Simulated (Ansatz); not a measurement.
# CH4ClGeO (SMILES [CH3][Ge]([OH])[Cl]): methods side by side

CH4ClGeO: 8 atoms, total charge 0, spin state doublet. SMILES: `[CH3][Ge]([OH])[Cl]`. Geometry: relaxed at PBE0-D4/def2-TZVP. This is one conformer, not always the lowest.

```xyz
8

C     0.0700    1.2351   -0.0459
Ge   -0.6615   -0.5535    0.2727
O     0.7146   -1.5046    0.8800
Cl   -1.2471   -1.4321   -1.6394
H     0.4195    1.6524    0.8981
H     0.9069    1.1226   -0.7376
H    -0.6948    1.8762   -0.4809
H     0.5846   -2.4532    0.7971
```

Each level gives the electronic atomisation energy (eV). The values are calculated. Electronic energies at fixed atoms, without zero-point motion or spin-orbit coupling.

| level | kind | program | value (eV) | less CCSD(T)/6-31G* |
| --- | --- | --- | --- | --- |
| USVWN5/6-31G* (spherical functions) | LDA | Ansatz | 32.18 | +7.16 |
| UBLYP/6-31G* (spherical functions) | GGA | Ansatz | 27.35 | +2.33 |
| UB3LYP/6-31G* (spherical functions) | global hybrid | Ansatz | 27.33 | +2.31 |
| UBHLYP/6-31G* (spherical functions) | global hybrid | Ansatz | 26.40 | +1.38 |
| UPBE0/6-31G* (spherical functions) | global hybrid | Ansatz | 27.57 | +2.55 |
| UHSE06/6-31G* (spherical functions) | range-separated hybrid | Ansatz | 27.59 | +2.57 |
| UB2PLYP/6-31G* (spherical functions) | double hybrid | Ansatz | 26.72 | +1.70 |
| UCCSD(T)/6-31G* (spherical functions) | coupled cluster or CI | Ansatz | 25.02 | 0.00 |

UCCSD(T)/6-31G* (spherical functions) is the highest level here, not the true value. All-electron rows without a relativistic Hamiltonian named are non-relativistic. Correlated wave functions underbind in double-zeta sets. The values span 25.02 to 32.18 eV. In the correlated wave-function rows the outer d shell of Ge is correlated, in sets not made for it.

The clearest result is the strong overbinding by the local density approximation, at 32.18 eV against 27.35 eV for BLYP. Gradient corrections favour the separated atoms, whose densities are more inhomogeneous than that of the molecule, and so remove much of the spurious binding. Among the hybrids, the large exact-exchange fraction in BHLYP probably explains its lower value: semilocal exchange mimics some of the left-right correlation in bonds, and exact exchange does not. PBE0 and HSE06 nearly coincide, as expected for a small molecule in which screening long-range exchange matters little.

The apparent overbinding of more than 2 eV by B3LYP and PBE0 is out of character for these functionals. It probably reflects mainly the slow basis-set convergence of the coupled-cluster pair correlation, which is greater in the molecule than in the atoms. BHLYP's closeness to the reference is therefore no sign of accuracy, since this functional usually underbinds. Because atomisation breaks every bond at once, the totals don't reveal the individual Ge–C, Ge–O or Ge–Cl bond strengths.
